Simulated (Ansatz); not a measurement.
## AlH2Br (SMILES [H][Al]([H])[Br]): the energy, rung by rung

AlH2Br: 4 atoms, total charge 0, spin state singlet. SMILES: `[H][Al]([H])[Br]`. The shape comes from GFN2-xTB, which is rough for such elements, and wasn't checked as a minimum.

```xyz
4

Al    0.0860    0.1433    0.0012
H     1.6199    0.1412    0.0119
H    -0.6406    1.4941   -0.0212
Br   -1.0652   -1.7787    0.0081
```

Each level gives the energy change with the Al1–H3 bond stretched from 1.534 to 3.835 Å (eV). The values are calculated.

```csv
level,kind,program,value (eV),less FCI/STO-3G
HF/STO-3G (restricted),Hartree–Fock,Ansatz,9.86,+4.88
SVWN5/STO-3G (restricted),LDA,Ansatz,6.80,+1.82
B3LYP/STO-3G (restricted),global hybrid,Ansatz,7.20,+2.22
PBE0/STO-3G (restricted),global hybrid,Ansatz,7.50,+2.52
CAM-B3LYP/STO-3G (restricted),range-separated hybrid,Ansatz,8.05,+3.07
BCCD(T)/STO-3G (restricted),coupled cluster or CI,Ansatz,4.94,-0.04
CCSD(T)/STO-3G (restricted),coupled cluster or CI,Ansatz,4.89,-0.09
CCSDT/STO-3G (restricted),coupled cluster or CI,Ansatz,4.99,+0.01
FCI/STO-3G,exact in the basis,Ansatz,4.98,0.00
```

FCI/STO-3G is exact within its basis and frozen core, so for wave-function methods in that basis the difference is their error; functionals converge differently with the basis, so for them it is only a difference. Spin-restricted single references rise too steeply as a bond breaks, Hartree–Fock most of all. Perturbation and coupled-cluster corrections on them can overshoot downwards. All-electron rows without a relativistic Hamiltonian named are non-relativistic. The first shape isn't each level's own minimum. The values span 4.89 to 9.86 eV. All rows use very small basis sets, so even the best lies far from the true value. In the correlated wave-function rows the outer d shell of Br is correlated, in sets not made for it.

Stretching the Al–H bond brings its σ and σ* orbitals close in energy, so the singlet needs both configurations to place one electron on each fragment. A single restricted determinant instead retains ionic terms, which explains the Hartree–Fock excess of 4.88 eV. Among the functionals the excess is smallest for the LDA and grows through B3LYP and PBE0 to CAM-B3LYP, in line with a growing share of exact exchange at long range; semilocal exchange partly mimics the missing left–right correlation.

The coupled-cluster rows stay close to FCI because only one electron pair is being separated, and double excitations describe that pair well. Full triples leave just +0.01 eV, while the slightly low CCSD(T) value probably reflects shrinking energy denominators in its perturbative triples.

Even the FCI rise of 4.98 eV is large for an Al–H bond, probably because the minimal hydrogen function is too compact for a nearly free atom. Agreement at this one stretched distance doesn't establish that the coupled-cluster curves remain sound further out.
